## Where the electrons go in propargyl aluminium fluoride hydride

The molecule is H–C≡C–CH₂–Al(H)–F, an open chain without a ring. Rows 1 to 3 are the carbons, counted from the alkyne end towards aluminium. Row 6 is the hydrogen on the alkyne end, rows 7 and 8 are those of the CH₂ group, and row 9 is the hydrogen on aluminium.

Hirshfeld charges of the atoms in propargyl aluminium fluoride hydride, C₃H₄AlF (neutral, singlet), computed with PySCF 2.14.0. The density comes from a Kohn–Sham DFT single point with the B3LYP functional and the def2-SVPD basis at the GFN2-xTB geometry.

| row | hirshfeld charge (e) | computed element |
| --- | --- | --- |
| 1 | -0.123 | C |
| 2 | -0.043 | C |
| 3 | -0.177 | C |
| 4 | 0.626 | Al |
| 5 | -0.308 | F |
| 6 | 0.079 | H |
| 7 | 0.052 | H |
| 8 | 0.052 | H |
| 9 | -0.157 | H |

A Hirshfeld charge is found by dividing the electron density at each point among the atoms, in proportion to what the free neutral atoms would have there. An atom that ends up with fewer electrons than its neutral free atom has a positive charge.

### 1. Which atom loses the most electrons, and who receives them?

Aluminium loses the most, with a charge of 0.626 e. Fluorine takes about half of this, 0.308 e. The rest is divided almost equally between the hydrogen on aluminium and the whole carbon group.

The carbon group has to be taken as a whole, because its atoms also exchange electrons among themselves. The carbon bonded to aluminium has a charge of −0.177 e, but part of that comes from its own two hydrogens.

### 2. Why is one hydrogen negative and the other three positive?

Hydrogen lies between aluminium and carbon in electronegativity, the power to draw electrons in a bond. Bonded to carbon it is the weaker partner and loses electrons. Bonded to aluminium it is the stronger partner and gains them. The charge therefore goes from 0.052 e in the CH₂ group to −0.157 e on aluminium, which is why chemists call the latter hydrogen a hydride.

The sign of an atom's charge is thus decided by its neighbours as much as by the element itself.

### 3. Can electronegativity also give the size of the charge on aluminium?

Suppose that each bond moves charge in proportion to the difference in electronegativity $\chi$ between its two atoms, and that the contributions of an atom's bonds add up. The charge of atom A is then

$$q_A = k\sum_B(\chi_B-\chi_A),$$

where B runs over the atoms bonded to A. Rough Pauling values are 1.6 for Al, 2.2 for H, 2.6 for C and 4.0 for F. A least-squares fit to all nine atoms gives the single constant $k$ = 0.145 e per unit of electronegativity.

For aluminium, the bonds to carbon, fluorine and hydrogen contribute differences of 1.0, 2.4 and 0.6:

$$q_{\mathrm{Al}} = 0.145\times(1.0+2.4+0.6)\ \mathrm{e} = 0.58\ \mathrm{e}.$$

This is about 7% below the computed charge. Aluminium was part of the fit and weighs most in it, so the close agreement is a mild test only. Over all nine atoms the root-mean-square miss is 0.05 e, as large as the smallest charges in the table. The rule gives the right sign for every atom but the middle carbon, for which it gives zero. It comes close for the two largest charges, those of aluminium and fluorine, and for the CH₂ hydrogens, but is less dependable for the rest.

Its two largest misses are at the other atoms bonded to aluminium. The CH₂ carbon comes out too negative, at −0.262 e in place of −0.177 e, and the hydride not negative enough, at −0.087 e, little more than half the computed value. The rule knows only electronegativity. It has no place for the sizes of the atoms or the lengths of the bonds, which also affect how the density is divided.

### 4. What would happen to aluminium if fluorine were replaced by hydrogen?

Aluminium should become less positive, because a strong acceptor of electrons gives way to a weaker one. The Al–H bond already present in the molecule suggests by how much. If the second hydrogen took as much as the first, and the other bonds stayed as they are, the charge would be 0.626 − 0.308 + 0.157 = 0.475 e.

This is an estimate for a molecule that was not computed. Its direction follows from the order of electronegativities, while its size rests on the assumption that the bonds do not influence one another.

### 5. Why is the end carbon more negative than the middle one, though it is farther from aluminium?

The end carbon has a hydrogen of its own to draw on, and the middle carbon has none. Adding the end carbon and its hydrogen gives −0.123 + 0.079 = −0.044 e, practically the charge of the middle carbon. The apparent jump disappears once each carbon is counted together with its hydrogens.

The triple bond probably plays a part as well. Its carbons form their single bonds with hybrid orbitals rich in s character, which hold electrons closer to the nucleus, so these carbons act as more electronegative than the CH₂ carbon. The simple rule treats all carbons alike, and its errors have the pattern that this would produce: it makes the CH₂ carbon too negative and both alkyne carbons not negative enough.

Giving the alkyne carbons an extra pull, with a second constant fitted to the same nine atoms, lowers the root-mean-square miss from 0.050 to 0.035 e. The correction is not uniformly successful, since it makes the alkyne hydrogen too positive. A second constant never raises the miss of a least-squares fit, so the numbers agree with the hybridisation argument without proving it. Electrons of the Al–C bond spreading into the neighbouring triple bond could also make the end carbon more negative, and these charges alone cannot tell the two causes apart.

### 6. Does the gain of electrons fade along the carbon chain?

In a molecule without rings, cutting any one bond leaves two separate pieces. The charge of a piece tells how many electrons have, on balance, crossed that bond. By this count 0.160 e pass from aluminium to the CH₂ group, 0.087 e go on to the middle carbon, and 0.044 e reach the end.

The flow roughly halves at each bond, which looks like induction, the influence of a polar group dying away along a chain. A plainer reading comes close, however. If the three carbon groups simply shared the 0.160 e equally, two thirds would cross the second bond and one third the third, that is 0.107 and 0.053 e. The computed charges depart from it mainly in one respect: the CH₂ group keeps 0.073 e, over a third more than an equal share, while the other two groups hold practically equal amounts.

Nor can the whole flow be credited to aluminium. The alkyne carbons would draw electrons from a CH₂ or CH₃ group in a pure hydrocarbon too. Propyne, in which a hydrogen stands in place of the aluminium group, would be the comparison that separates the two causes.

### 7. Do these charges reproduce the dipole moment?

They give only about half of it. Placing each charge at its nucleus yields a dipole moment of 0.70 debye, whereas the full electron density of the same calculation yields 1.32 debye.

The difference comes from the shape of the density within each atom's share. A charge records how many electrons an atom has, but not whether they lean to one side of the nucleus. Such leaning gives each atom a small dipole of its own, and in the Hirshfeld scheme the charges and these atomic dipoles together restore the molecular value. These Hirshfeld charges are therefore a summary of where electrons have gone, and taken alone a poor substitute for the density when the field around the molecule is wanted.

### 8. Which digits can be trusted?

As arithmetic, the third decimal is sound to about one unit. The charges of this neutral molecule add up to 0.001 e, and the two CH₂ hydrogens, which are mirror images, agree exactly as printed. Differences of a few thousandths between sums of several atoms have no meaning, so the hydride and the whole carbon group should be regarded as taking equal amounts from aluminium. Another functional, basis or geometry could shift the charges by more than this rounding, and none of the three was varied here.

As chemistry, even the first decimal belongs to the method of division. The charge on aluminium is only 21% of its oxidation state of +3, yet this does not make the Al–F bond weakly polar. An oxidation state assigns both electrons of a bond to the more electronegative atom, whereas the Hirshfeld scheme lets neighbours share the density between them and so keeps charges small. Another way of dividing the same density could give aluminium a much larger charge. It could even reverse the sign of a small charge, such as that of the middle carbon. The safest content of the table lies in the signs of the largest charges and in the large differences between atoms of the same element, such as the hydride and the hydrogens on carbon.
